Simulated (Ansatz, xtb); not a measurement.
**Loss of HCl: C2H3ClF2 → C2H2F2 + HCl**

Gas-phase species: C2H3ClF2 (1-chloro-1,1-difluoroethane) `CC(F)(F)Cl`, singlet; C2H2F2 (vinylidene fluoride) `C=C(F)F`, singlet; HCl (hydrogen chloride), singlet. This is a balance of energies; it says nothing on the path, which may need atoms to shift.

Shapes, held fixed at every level: PBE0-D4/def2-TZVP. Programs: Ansatz 0.2.0, xtb 6.7.1. The zero-point and thermal change to 298 K, harmonic and unscaled (PBE0-D4/def2-TZVP), is -13.5 kJ/mol.

```tsv
level	kind	ΔH(298 K) (kJ/mol)	less CCSD(T)/CBS estimate
GFN1-xTB	semi-empirical	+118.9	+22.6
PBE-D4/def2-TZVPP	GGA	+96.6	+0.3
wB97M-V/def2-TZVPP	range-separated hybrid	+99.1	+2.8
B2PLYP/def2-TZVPP	double hybrid	+86.2	-10.1
MP2/def2-TZVPP	perturbation theory	+100.3	+4.0
CCSD(T)/def2-SVP	coupled cluster or CI	+96.8	+0.5
CCSD/def2-SVP	coupled cluster or CI	+95.8	-0.5
CCSD(T)/def2-TZVPP	coupled cluster or CI	+91.5	-4.8
CCSD(T)/CBS estimate	coupled cluster or CI	+96.3	0.0
```

The highest level, CCSD(T)/CBS estimate, gives ΔH(298 K) = +96.3 kJ/mol; the levels span +86.2 to +118.9. The column of differences is taken from that level and isn't an error. No measured value is set beside it here. The CBS estimate extrapolates MP2 from def2-TZVPP and def2-QZVPP and adds CCSD(T) − MP2 in the triple-zeta set, cores frozen.

Elimination of HCl from 1-chloro-1,1-difluoroethane is clearly endothermic at every level. The C–Cl and C–H σ bonds lost are together stronger than the H–Cl bond and the C=C π bond gained. The thermal term lowers the cost, mainly because bending modes of the intact molecule become translations and rotations of two fragments, and with them zero-point energy is lost. That same gain in freedom makes the reaction entropically favourable, so heat and low pressure favour vinylidene fluoride, in keeping with its production by pyrolysis.

The close match of CCSD(T)/def2-SVP to the reference is probably a cancellation of basis-set errors, since the larger def2-TZVPP set moves the result away to +91.5 kJ/mol before extrapolation brings it back. The near-coincidence of PBE-D4 likewise doesn't establish general accuracy for eliminations. In the small basis, perturbative triples alter the enthalpy only slightly, which suggests no unusual correlation problem. Selectivity over the competing loss of HF can't be judged from this balance alone.
